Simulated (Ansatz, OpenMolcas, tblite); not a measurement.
**How methods differ on CH8BN (SMILES [BH3-][NH2+]C)**

CH8BN: 11 atoms, total charge 0, spin state singlet. SMILES: `[BH3-][NH2+]C`. Geometry: relaxed at PBE0-D4/def2-TZVP.

Each level gives the HOMO–LUMO gap (eV). The values are calculated.

| level | kind | program | value (eV) | CPU time |
| --- | --- | --- | --- | --- |
| IPEA1-xTB | semi-empirical | tblite | 5.67 | under 2 s |
| HF/cc-pVDZ | Hartree–Fock | OpenMolcas | 14.99 | 10 s |
| SVWN5/cc-pVDZ | LDA | OpenMolcas | 5.96 | 42 s |
| BLYP/cc-pVDZ | GGA | OpenMolcas | 5.97 | 57 s |
| M06-L/cc-pVDZ | meta-GGA | OpenMolcas | 7.18 | 71 s |
| PBE0/cc-pVDZ | global hybrid | Ansatz | 8.44 | 5.4 s |
| CAM-B3LYP/cc-pVDZ | range-separated hybrid | Ansatz | 10.76 | 5.8 s |
| B2PLYP/cc-pVDZ | double hybrid | OpenMolcas | 10.78 | 39 s |

The values span 5.67 to 14.99 eV. Orbital gaps aren't excitation energies, and those of double hybrids come from the SCF part alone; they tend to grow with the share of exact exchange. CPU times are rough (shared hosts, several kinds of processor and program).

Every level gives methylamine–borane a wide gap, as expected for a saturated donor–acceptor adduct. The nitrogen lone pair is tied up in the dative B–N bond, which also fills the empty boron p orbital, so neither the amine's usual donor level nor the borane's usual acceptor level remains at the frontier. The HOMO is probably mainly of B–H σ character, raised by boron's low electronegativity, while the lowest empty orbitals should be σ* or Rydberg-like.

The size of the gap is much less certain than its width in qualitative terms. SVWN5 and BLYP are practically equal at 5.96 and 5.97 eV, yet M06-L reaches 7.18 eV without any exact exchange, possibly because its dependence on the kinetic-energy density shifts occupied and empty levels differently. The near match of CAM-B3LYP and B2PLYP, at 10.76 and 10.78 eV, doesn't establish a converged value. Since cc-pVDZ lacks diffuse functions, the energy of a Rydberg-like LUMO, and with it the gap, remains open even within a single functional.
